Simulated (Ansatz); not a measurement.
# Ionic part of the dielectric constant of BAs at 30 GPa, mode by mode

The calculation used DFT LDA, scalar-relativistic, plane waves, PAW in Ansatz. Plane waves to 420 eV; Γ-centred k mesh 10×10×10; fixed occupations. No spin polarisation. Phonons by linear response, acoustic sum rule imposed.

The structure is cubic, space group F-43m (No. 216). The conventional cell has a = 4.500 Å, b = 4.500 Å, c = 4.500 Å, α = 90.00°, β = 90.00°, γ = 90.00°. B (site symmetry -43m) is surrounded by 4 As at 1.95 Å. Around As (site symmetry -43m) lie 4 B at 1.95 Å.

Other phases may be more stable at this pressure. The run warned that the force constants aren't converged on this k mesh, so the frequencies and all that is formed from them are rough. The bands were filled as in an insulator; under compression the gap may have closed between mesh points.

The primitive cell has V = 22.78 Å³ and ε∞,xx = 9.251. Each polar mode adds Δε = (4.92064×10⁷/V)·S/ν² along x, with S its oscillator strength in e²/amu, ν in cm⁻¹ and V in Å³.

Q: From these modes, find each Δε and ε0,xx.
```json
{"ν (cm⁻¹)": "813.5", "S_xx (e²/amu)": "0.09915"}
```

A:
| ν (cm⁻¹) | Δε |
| --- | --- |
| 813.5 | 0.32 |

The sum is 0.324, so ε0,xx = 9.57; the run's tensor has 9.57.

Q: Where do the longitudinal modes lie for a wave vector along x?

A: At 828 cm⁻¹. The Lyddane–Sachs–Teller product Π(ν_LO/ν_TO)² = 1.03 matches ε0/ε∞ = 1.03.

Cost: 1 run of about 0.42 core-minutes, on Intel Xeon 6975P-C (Granite Rapids) (shared hosts).

Nearly all of the static screening in compressed BAs is electronic: the lattice adds only 0.324 to an ε∞ of 9.251. The main reason is the bonding. Boron and arsenic have similar electronegativities and share electrons in strongly covalent sp³ bonds, so displacing the two sublattices against each other creates little dipole. The light boron atom and stiff bonds also put the optical mode at high frequency, and a stiff mode responds weakly to a static field. The same weak polarity keeps the longitudinal mode close to the transverse one, with the large electronic screening further reducing the field that separates them. This suggests weak Fröhlich coupling of carriers to the optical phonons. Because the ionic term is so small, a moderate error in the frequency would barely change ε0, although it could matter for the exact position of the longitudinal mode. The Lyddane–Sachs–Teller agreement shows that the numbers are internally consistent, but it doesn't independently test the frequency or the oscillator strength, since both sides rest on the same response data.
